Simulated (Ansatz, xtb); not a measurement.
## Relative energy of two isomers of H6N2OSi

We compare a, `N[Si@H-]([NH3+])=O`, a singlet, with b, `NN[SiH2]O`, a singlet. Both are isolated molecules in the gas phase, relaxed with B3LYP/6-31G*; the shapes shown needn't be the lowest conformers.

a (Å):

```yaml
atoms:
  - { symbol: N, position_ang: [-0.4182, -0.3982, 0.6976] }
  - { symbol: N, position_ang: [-1.3659, -1.1267, -1.8721] }
  - { symbol: O, position_ang: [-2.1788, 1.3329, -0.8348] }
  - { symbol: Si, position_ang: [-1.8552, -0.0496, -0.2275] }
  - { symbol: H, position_ang: [-0.5561, -0.8603, 1.5911] }
  - { symbol: H, position_ang: [0.2316, 0.3737, 0.8130] }
  - { symbol: H, position_ang: [-2.8734, -1.0186, 0.2891] }
  - { symbol: H, position_ang: [-2.0591, -1.8279, -2.1367] }
  - { symbol: H, position_ang: [-1.3021, -0.4318, -2.6188] }
  - { symbol: H, position_ang: [-0.4596, -1.5794, -1.7468] }
```

b (Å):

```yaml
atoms:
  - { symbol: N, position_ang: [-1.5459, -0.2558, 1.0656] }
  - { symbol: N, position_ang: [-0.7504, -1.3664, 0.6479] }
  - { symbol: O, position_ang: [0.5635, -0.6301, -1.7934] }
  - { symbol: Si, position_ang: [-0.3567, -1.7638, -0.9814] }
  - { symbol: H, position_ang: [-1.1563, 0.6012, 0.6744] }
  - { symbol: H, position_ang: [-2.4828, -0.3650, 0.6782] }
  - { symbol: H, position_ang: [-0.3577, -1.8521, 1.4435] }
  - { symbol: H, position_ang: [0.3354, -3.0788, -0.8714] }
  - { symbol: H, position_ang: [-1.5812, -1.8161, -1.8138] }
  - { symbol: H, position_ang: [1.4466, -0.4707, -1.4301] }
```

**Question.** Estimate E(b) − E(a) at the level CCSD(T)/def2-SVP + ΔMP2/def2-TZVPP.

**Answer.** Calculated at CCSD(T)/def2-SVP + ΔMP2/def2-TZVPP: E(b) − E(a) = +31.0 kcal/mol, so structure a lies lower.

Level by level:

```json
{"level": "GFN2-xTB", "geometry": "GFN2-xTB", "E(b) − E(a) (kcal/mol)": "+21.4", "departure from the last row (kcal/mol)": "−9.7", "job, with rough time for the two": "optimisation, 0.25 s"}
{"level": "HF/STO-3G", "geometry": "GFN2-xTB", "E(b) − E(a) (kcal/mol)": "−36.5", "departure from the last row (kcal/mol)": "−67.6", "job, with rough time for the two": "single point, 0.38 s"}
{"level": "r2SCAN-D4/def2-SVP", "geometry": "GFN2-xTB", "E(b) − E(a) (kcal/mol)": "+28.2", "departure from the last row (kcal/mol)": "−2.8", "job, with rough time for the two": "single point, 3.5 s"}
{"level": "B3LYP/6-31G*", "geometry": "B3LYP/6-31G*", "E(b) − E(a) (kcal/mol)": "+27.7", "departure from the last row (kcal/mol)": "−3.4", "job, with rough time for the two": "optimisation, 3 min"}
{"level": "HF/def2-SVP", "geometry": "B3LYP/6-31G*", "E(b) − E(a) (kcal/mol)": "+21.0", "departure from the last row (kcal/mol)": "−10.1", "job, with rough time for the two": "part of the CCSD(T) run"}
{"level": "MP2/def2-SVP", "geometry": "B3LYP/6-31G*", "E(b) − E(a) (kcal/mol)": "+29.0", "departure from the last row (kcal/mol)": "−2.0", "job, with rough time for the two": "part of the CCSD(T) run"}
{"level": "CCSD(T)/def2-SVP", "geometry": "B3LYP/6-31G*", "E(b) − E(a) (kcal/mol)": "+25.5", "departure from the last row (kcal/mol)": "−5.5", "job, with rough time for the two": "single point"}
{"level": "CCSD(T)/def2-SVP + ΔMP2/def2-TZVPP", "geometry": "B3LYP/6-31G*", "E(b) − E(a) (kcal/mol)": "+31.0", "departure from the last row (kcal/mol)": "", "job, with rough time for the two": "single point, 26 s"}
```

As drawn, b has 1 N–N, 1 O–Si, 1 Si–H, 1 O–H in place of 1 N–Si, 1 O=Si, 2 N–H.

HF/STO-3G puts the two in the other order. The largest departure from CCSD(T)/def2-SVP + ΔMP2/def2-TZVPP is that of HF/STO-3G, 67.6 kcal/mol. The last row adds to CCSD(T) the change of the MP2 difference between the two basis sets, here +5.5 kcal/mol, a large step that makes the value less sure.

With harmonic frequencies from B3LYP/6-31G* (ideal gas, rigid rotor, one conformer each, 298.15 K, 1 atm): the zero-point term adds −1.5 kcal/mol; ΔH is +29.3 and ΔG +29.9 kcal/mol.

The correlated steps freeze 8 core orbitals. Codes used: Ansatz 0.2.0, xtb 6.7.1; the last row on 1 thread of Intel(R) Xeon(R) Platinum 8488C (Sapphire Rapids) on a shared host.

Structure a is best read as ammonia datively bound to an aminosilanone, with the Si–NH3 contact clearly longer than the Si–amide bond; b is a hydrazinyl silanol. The preference for a is essentially a redox effect: b keeps a weak N–N bond, destabilised by lone-pair repulsion, beside a hydridic Si–H bond, whereas a has exchanged these for strong N–H and polar Si–N bonding. That gain evidently outweighs the poor π overlap in Si=O, which donation from ammonia into the electrophilic silicon partly relieves.

The reversed order at HF/STO-3G probably reflects the minimal basis, which lacks the polarisation functions needed for the compact, highly polar Si–O bond. Neither missing correlation nor geometry is the main culprit, since HF/def2-SVP gives +21.0 kcal/mol and r2SCAN-D4 on the same GFN2-xTB geometries gives +28.2 kcal/mol.

The lower energy of a doesn't imply persistence: silanones readily add N–H bonds across Si=O, and the resulting diaminosilanol, not computed here, would be expected to lie lower still.
